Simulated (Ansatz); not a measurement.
**The HOMO–LUMO gap down a group: Al to In**

One atom is swapped for its congeners: C6H15AlO3 `CC[O][Al]([O]CC)[O]CC`; C6H15GaO3 `CC[O][Ga]([O]CC)[O]CC`; C6H15InO3 `CC[O][In]([O]CC)[O]CC`. All are singlets with charge 0.

Shapes, held fixed at every level: PBE0-D4/def2-TZVP. Flexible molecules stand in one conformer, not always the lowest. Programs: Ansatz 0.2.0. Values in eV.

| level | C6H15AlO3 | C6H15InO3 |
| --- | --- | --- |
| SPW92/def2-TZVPP | 5.32 | 3.33 |
| PBE-D4/def2-TZVPP | 5.44 | 3.49 |
| BHLYP-D4/def2-TZVPP | 10.07 | 8.32 |
| r2SCAN0-D4/def2-TZVPP | 8.32 | 6.27 |
| wB97X-V/def2-TZVPP | 12.18 | 10.48 |
| wB97M-V/def2-TZVPP | 11.74 | 10.21 |

Estimate the column for C6H15GaO3 from its neighbours.

The mean of the neighbours at wB97M-V/def2-TZVPP is 10.98 eV, against 11.58 from the run: the member lies nearer Al. All rows: SPW92/def2-TZVPP 4.70; PBE-D4/def2-TZVPP 4.84; BHLYP-D4/def2-TZVPP 9.77; r2SCAN0-D4/def2-TZVPP 7.76; wB97X-V/def2-TZVPP 11.89; wB97M-V/def2-TZVPP 11.58 eV. At wB97M-V/def2-TZVPP the HOMO–LUMO gap falls at every step, from 11.74 to 10.21 eV. Every level shows the same order. For atoms past krypton def2 sets carry core potentials with scalar relativity. Relativity is left out for Ga unless named. Orbital gaps aren't excitation energies, and the LUMO depends on the basis.

The gap narrows from Al to In at every level, but not evenly: the gallium compound stays close to its aluminium congener, and the larger drop comes between Ga and In. The likely cause is the filled 3d shell, which shields the nuclear charge poorly and keeps gallium nearly as small as aluminium, so its overlap with oxygen remains strong. Indium is larger and its bonds to oxygen are longer and weaker. An empty orbital of metal s and M–O antibonding character is then pushed up less, while the occupied oxygen lone pairs are probably held less tightly.

The step from Ga to In hardly depends on the functional, whereas the smaller one from Al to Ga shrinks markedly with BHLYP and the range-separated hybrids, perhaps because exact exchange shifts the frontier orbitals of the two compounds unequally. The order is therefore firmer than the degree of likeness between Al and Ga. The trend applies to isolated monomers; alkoxide bridging in aggregates would engage the metal acceptor orbitals and could alter it.
